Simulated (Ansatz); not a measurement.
## A family of molecules: the HOMO–LUMO gap

Gas-phase molecules, one atom swapped for its congeners: SiH2(SH)2; GeH2(SH)2; SnH2(SH)2. All are singlets with charge 0.

Shapes, held fixed at every level: PBE0-D4/def2-TZVP. Flexible molecules stand in one conformer, not always the lowest. Programs: Ansatz 0.2.0. Values in eV.

(1) How should the HOMO–LUMO gap change along the series?

## Answers

(1) At wB97X-V/def2-TZVPP the HOMO–LUMO gap falls at every step, from 11.97 to 10.70 eV. Every level shows the same order. For atoms past krypton def2 sets carry core potentials with scalar relativity. Relativity is left out for Ge. Orbital gaps aren't excitation energies, and the LUMO depends on the basis.

```
                level  SiH2(SH)2  GeH2(SH)2  SnH2(SH)2
     SPW92/def2-TZVPP       5.31       4.60       4.14
 r2SCAN-D4/def2-TZVPP       6.02       5.24       4.77
  BHLYP-D4/def2-TZVPP       9.51       8.86       8.31
   PBE0-D4/def2-TZVPP       7.53       6.85       6.35
r2SCAN0-D4/def2-TZVPP       7.92       7.18       6.67
   wB97X-V/def2-TZVPP      11.97      11.29      10.70
```

The gap narrows from silicon to germanium to tin at every level, and the total drop is nearly the same in each, although the gap itself more than doubles between SPW92 and wB97X-V, probably because exact exchange pushes occupied and empty levels apart. The ordering is therefore much firmer than any single gap value.

The HOMO is probably mostly sulfur lone pair in all three molecules and should respond only weakly to the central atom. The LUMO is likely to have antibonding σ* character on the central atom and its bonds. Down the group, the valence orbitals become more diffuse and overlap less well with those of sulfur and hydrogen, so the σ* level comes down. The step from silicon to germanium is the larger one in every row, although these two atoms are close in size. This suggests a role for the poorly shielding filled 3d shell, which lowers the germanium 4s orbital and any σ* level containing it. The gaps alone can't show how much each frontier level moves.
